# Two molecules forecast from their atom counts

Two entries in this table of small fluorine–nitrogen molecules are still open. N=CC(F)F is an open chain, CHF₂ joined to CH=NH. FC1=CCN1 is a four-membered ring of three carbons and one nitrogen, with fluorine on one of the doubly bonded carbons. I want to forecast their zero-point energy and their entropy from the other thirteen molecules, using little more than a count of atoms.

Small molecules of C, H, F and N in the gas phase, one conformer each, computed with Ansatz 0.2.0: geometries and unscaled harmonic vibrations at PBE0-D4/def2-TZVP. Entropies are for an ideal gas (rigid rotor, harmonic oscillator) at 298.15 K and 1 bar. The bond columns count single bonds only; masses are standard atomic weights.

| SMILES | formula | heavy atoms | bonds C-F | bonds H-C | bonds H-N | bonds C-N | atoms | mass (u) | symmetry number | IA IB IC (u^3 Å^6) | lowest mode (cm⁻¹) | zero-point energy (kJ/mol) | entropy (J/(mol K)) |
| --- | --- | --- | --- | --- | --- | --- | --- | --- | --- | --- | --- | --- | --- |
| N=C=CF | C2H2FN | 4 | 1 | 1 | 1 | 0 | 6 | 59.0 | 1 | 132000 | 238.8 | 98.4 | 273.3 |
| CC(=N)F | C2H4FN | 4 | 1 | 3 | 1 | 0 | 8 | 61.1 | 1 | 240000 | 164.0 | 161.7 | 281.3 |
| CN=CF | C2H4FN | 4 | 1 | 4 | 0 | 1 | 8 | 61.1 | 1 | 217000 | 98.4 | 161.3 | 287.0 |
| FC1=C(F)N1 | C2HF2N | 5 | 2 | 0 | 1 | 2 | 6 | 77.0 | 1 | 912000 | 201.8 | 80.1 | 293.7 |
| FC1N=C=N1 | C2HFN2 | 5 | 1 | 1 | 0 | 2 | 6 | 72.0 | 1 | 288000 | 389.0 | 79.2 | 277.9 |
| N#CC=CF | C3H2FN | 5 | 1 | 2 | 0 | 0 | 7 | 71.1 | 1 | 501000 | 180.7 | 114.6 | 293.4 |
| C=NC(=N)F | C2H3FN2 | 5 | 1 | 2 | 1 | 1 | 8 | 74.1 | 1 | 729000 | 93.8 | 145.5 | 296.6 |
| N=CC(F)F | C2H3F2N | 5 | 2 | 2 | 1 | 0 | 8 | 79.0 | 1 | ? | ? | ? | ? |
| NC=C(F)F | C2H3F2N | 5 | 2 | 1 | 2 | 1 | 8 | 79.0 | 1 | 1130000 | 218.6 | 143.3 | 300.8 |
| C=CC(=N)F | C3H4FN | 5 | 1 | 3 | 1 | 0 | 9 | 73.1 | 1 | 903000 | 145.6 | 176.1 | 297.4 |
| FC1=CCN1 | C3H4FN | 5 | 1 | 3 | 1 | 2 | 9 | 73.1 | 1 | ? | ? | ? | ? |
| NC1(F)C=C1 | C3H4FN | 5 | 1 | 2 | 2 | 1 | 9 | 73.1 | 1 | 670000 | 243.3 | 173.5 | 293.4 |
| CC=C(N)F | C3H6FN | 5 | 1 | 4 | 2 | 1 | 11 | 75.1 | 1 | 1320000 | 99.0 | 235.5 | 317.0 |
| CC=NCF | C3H6FN | 5 | 1 | 6 | 0 | 1 | 11 | 75.1 | 1 | 1140000 | 87.2 | 235.1 | 316.7 |
| NC(N)(N)F | CH6FN3 | 5 | 1 | 0 | 6 | 3 | 11 | 79.1 | 1 | 944000 | 204.9 | 241.5 | 306.9 |

The hydrogen count is the sum of the columns for H-C and H-N bonds, and every atom other than hydrogen is a heavy atom. IA IB IC is the product of the three principal moments of inertia, a measure of how far the mass is spread out. The lowest mode is the wavenumber of the softest vibration.

## Why the two quantities behave differently

Both quantities come from the same list of harmonic vibrations, but they weigh it from opposite ends. With $\tilde\nu_i$ the wavenumber of mode $i$ and $u_i = hc\tilde\nu_i/kT$,

$$E_0=\tfrac12\sum_i hc\tilde\nu_i,\qquad S_\text{vib}=R\sum_i\left[\frac{u_i}{e^{u_i}-1}-\ln\left(1-e^{-u_i}\right)\right].$$

A C-H stretch near 3200 cm⁻¹ holds about 19 kJ/mol of zero-point energy and practically no entropy, because room temperature cannot excite it. The lowest mode of CN=CF, near 100 cm⁻¹, holds only about 0.6 kJ/mol but contributes 14.6 J/(mol K). Zero-point energy is thus a tally of stiff motions, and vibrational entropy a tally of soft ones.

Stiff motions are easy to count. Each hydrogen adds three vibrations, usually one stretch and two bends, and these depend mainly on the bond that holds it. With rough wavenumbers of 3200, 1100 and 1100 cm⁻¹, half the sum is 2700 cm⁻¹, or about 32 kJ/mol per hydrogen. The table climbs in steps of about this height.

Soft motions are harder to count, because they depend on how the whole molecule is put together. They are mostly twists about single bonds, including those of CH₃ and NH₂ groups, and bends of the heavy-atom skeleton. A formula fixes neither how many there are nor how soft they are. CC(=N)F and CN=CF have the same formula and almost the same zero-point energy, yet their entropies differ by 5.7 J/(mol K). The lowest mode alone supplies 4.1 of that difference.

The rest of the entropy is better behaved. Translation depends on mass and varies by only about 4 J/(mol K) over the thirteen known molecules. Rotation depends on the logarithm of the inertia and varies by about 10, while vibration varies by about 33. A forecast of the entropy therefore stands or falls with the soft modes.

## The forecasts

I fitted a straight-line dependence on the numbers of hydrogens and heavy atoms to the thirteen known molecules, once for the zero-point energy and once for the vibrational entropy. The first fit gives 31 kJ/mol per hydrogen, close to the rough estimate. The second gives 4.5 J/(mol K) per hydrogen, which is more than one stiff stretch and two stiff bends can carry. I read it as a sign that the hydrogen-rich molecules here tend to have more groups that can twist, such as CH₃ and NH₂.

That reading warns against using the second fit unchanged for the ring. FC1=CCN1 has as many hydrogens as the open chain C=CC(=N)F, its isomer, but no group outside the ring that could twist. Closing the chain into a ring also ties up the twist about its middle bond: the ring atoms can only pucker, which I expect to be stiffer. As a rough measure of the entropy lost I take the whole lowest mode of the open isomer, 11.4 J/(mol K), assuming that this mode is the twist. The pucker will keep part of that entropy, but other motions of the chain should stiffen too.

The ring's entropy is the sum worked in full here. Translation is 162.4 J/(mol K), as for its isomers. From standard bond lengths I estimate an inertia product of 600000, against 670000 for the isomer NC1(F)C=C1, whose rotational entropy is 104.3. The ring's rotational part is then

$$104.3+\tfrac12R\ln\frac{600000}{670000}\approx 103.8\ \text{J/(mol K)}.$$

The fit supplies 33.5 for vibration, and the ring correction is subtracted:

$$162.4+103.8+33.5-11.4\approx 288\ \text{J/(mol K)}.$$

The open chain needs no such correction; its inertia product is estimated in the same way at 1.1 million. The forecasts are:

- N=CC(F)F: zero-point energy 144 ± 5 kJ/mol; entropy 299 ± 11 J/(mol K), close to its isomer NC=C(F)F.
- FC1=CCN1: zero-point energy 175 ± 5 kJ/mol; entropy 288 ± 11 J/(mol K), below both of its isomers in the table.

The ranges are about twice the typical error when each known molecule is predicted from the other twelve. An entropy error of 11 J/(mol K) in one reaction partner changes a computed equilibrium constant by a factor of nearly four. An error of 5 kJ/mol in the zero-point energy changes it, at 298 K, by a factor of seven to eight. Forecasts like these can check a calculation, but they cannot replace it.

## The computed values

The withheld rows as computed:

| SMILES | formula | heavy atoms | bonds C-F | bonds H-C | bonds H-N | bonds C-N | atoms | mass (u) | symmetry number | IA IB IC (u^3 Å^6) | lowest mode (cm⁻¹) | zero-point energy (kJ/mol) | entropy (J/(mol K)) |
| --- | --- | --- | --- | --- | --- | --- | --- | --- | --- | --- | --- | --- | --- |
| N=CC(F)F | C2H3F2N | 5 | 2 | 2 | 1 | 0 | 8 | 79.0 | 1 | 1190000 | 97.3 | 143.3 | 301.9 |
| FC1=CCN1 | C3H4FN | 5 | 1 | 3 | 1 | 2 | 9 | 73.1 | 1 | 550000 | 283.7 | 179.8 | 283.2 |

All four values fall within their ranges, though one only just. The output below the text gives both fits and splits each entropy into its parts.

**The open chain.** The zero-point energy is met to within 1 kJ/mol, and the entropy forecast is 3 J/(mol K) too low. The entropy is indeed close to that of NC=C(F)F, but the two molecules reach it differently. The lowest mode gives 14.7 J/(mol K) in N=CC(F)F and only 8.2 in its isomer, whose other modes make up most of the difference. Similar entropies need not mean similar flexibility.

**The ring's entropy.** The forecast is 5 J/(mol K) too high, and the ring does lie below both isomers. Without the ring correction the forecast would have been 16.5 too high, well outside the range. A count of hydrogens therefore fails for this ring, and the correction repairs most of the failure. Most of what remains was already in the fit, which overestimates the other two isomers of this formula as well.

The correction had about the right size, but that does not prove the picture behind it. Vibration gives 17.4 J/(mol K) in the ring and 29.5 in the open isomer, a loss of 12.1. A count of motions shows what closing the ring does. A chain of four atoms has three stretches, two bends and one twist. A four-membered ring has four stretches, one bend within its plane and one pucker. So the twist does not vanish but becomes the pucker, while one bend becomes a stretch.

If the lowest mode is the twist in the chain and the pucker in the ring, the first change costs $11.4-6.3=5.1$ J/(mol K), which leaves 7.0 for everything else. A chain bend as soft as the ring's lowest mode would hold 6.3, so turning it into a stiff stretch could account for most of the rest. The table lists only the lowest mode of each molecule, so this division is expected rather than shown.

**The ring's zero-point energy.** This is the weakest forecast: the computed value lies 4.8 kJ/mol above it, a larger miss than for any molecule in the fit. The same count of motions offers a reason: turning a soft chain bend into a ring stretch near 1000 cm⁻¹ would add roughly 4 kJ/mol. But the ring also has one double bond fewer than the open isomer, and the softer stretch of a single bond works the other way.

The explanation therefore remains a guess, and another ring speaks against a general rule. NC1(F)C=C1 also has a closed ring, yet its zero-point energy is 2.6 kJ/mol below that of the open isomer C=CC(=N)F. It differs in having a smaller ring and an amino group outside it, so the comparison does not isolate the effect of closing the ring.

## What to carry over to a similar molecule

For the zero-point energy, count the hydrogens first and then the heavy atoms: together the two counts give the value to within about 5 kJ/mol for every molecule here. For the entropy, look at the skeleton as well, and ask which parts can still twist or bend easily. An open chain with several single bonds will tend to lie high, and a compact ring without groups that can twist will tend to lie low. A ring alone is no guarantee: FC1=C(F)N1 has no such group either, yet its vibrational part is 25.1 J/(mol K), probably because its two heavy fluorine atoms can bend softly against the ring. FC1N=C=N1 fits the rule, and its vibrational entropy is the smallest in the table, but its drawn formula is a poor picture of it. In the computed geometry both drawn C=N bonds are 1.38 Å long, too long for ordinary double bonds, and the two nitrogen atoms are only 1.65 Å apart.

These errors are measured against the same harmonic calculation, not against experiment. A soft twist in a real gas can be a hindered rotation rather than a small oscillation, and a flexible molecule may occupy several conformers where the table treats one, which is not always the lowest. Both effects matter most for molecules with parts that can twist, so their entropies deserve more caution than those of rings without such groups.

The analysis program printed:

```
fit of zpe on 13 rows: constant -18.5 +/- 6.5, coefficient of nH 31.35 +/- 0.34, coefficient of heavy 13.61 +/- 1.4; rms 1.8, worst NC(N)(N)F -3.81, leave-one-out rms 2.34
  rows outside the fit (model, value, miss): N=CC(F)F 143.6, 143.3, 0.328; FC1=CCN1 175, 179.8, -4.82
fit of Svib on 13 rows: constant -29.7 +/- 15, coefficient of nH 4.471 +/- 0.77, coefficient of heavy 9.068 +/- 3.1; rms 4.11, worst NC1(F)C=C1 6.8, leave-one-out rms 5.35
  rows outside the fit (model, value, miss): N=CC(F)F 29.06, 31.87, -2.82; FC1=CCN1 33.53, 17.35, 16.2
Entropy parts and model in J/(mol K):
         row  translation  rotation  vibration  lowest mode alone  entropy from model  model less computed
      N=C=CF        159.7     97.54      16.05              7.581               272.8              -0.5358
     CC(=N)F        160.1       100      21.13              10.47               284.6                3.327
       CN=CF        160.1      99.6      27.25              14.58               284.2               -2.791
  FC1=C(F)N1          163     105.6       25.1              8.856               288.7               -4.983
   FC1N=C=N1        162.2     100.8      14.93              4.201               283.1                5.188
     N#CC=CF          162     103.1      28.28              9.712               289.7               -3.697
   C=NC(=N)F        162.6     104.6      29.41              14.98               296.2              -0.3512
    N=CC(F)F        163.3     106.7      31.87              14.68               298.8               -3.142
    NC=C(F)F        163.3     106.5      30.99              8.245               298.9                -1.93
   C=CC(=N)F        162.4     105.5      29.49              11.42               301.4                 4.04
    FC1=CCN1        162.4     103.5      17.35              6.323               288.3                5.123
  NC1(F)C=C1        162.4     104.3      26.73              7.442               300.2                6.799
    CC=C(N)F        162.7     107.1      47.17              14.53               312.3               -4.703
      CC=NCF        162.7     106.5      47.48              15.57               311.7               -5.013
   NC(N)(N)F        163.4     105.7      37.82              8.739               311.6                 4.65
Rough zero-point energy per hydrogen in kJ/mol: 32.3
Ring correction, entropy of one soft torsion in J/(mol K): 11.42
Withheld ring, entropy forecast without ring correction in J/(mol K): 299.7
Withheld ring, uncorrected forecast less computed in J/(mol K): 16.54
Span of translational entropy over known rows in J/(mol K): 3.656
Span of rotational entropy over known rows in J/(mol K): 9.572
Span of vibrational entropy over known rows in J/(mol K): 32.55
Entropy of row 2 less its isomer row 1 in J/(mol K): 5.7
Lowest-mode entropy of row 2 less row 1 in J/(mol K): 4.111
```
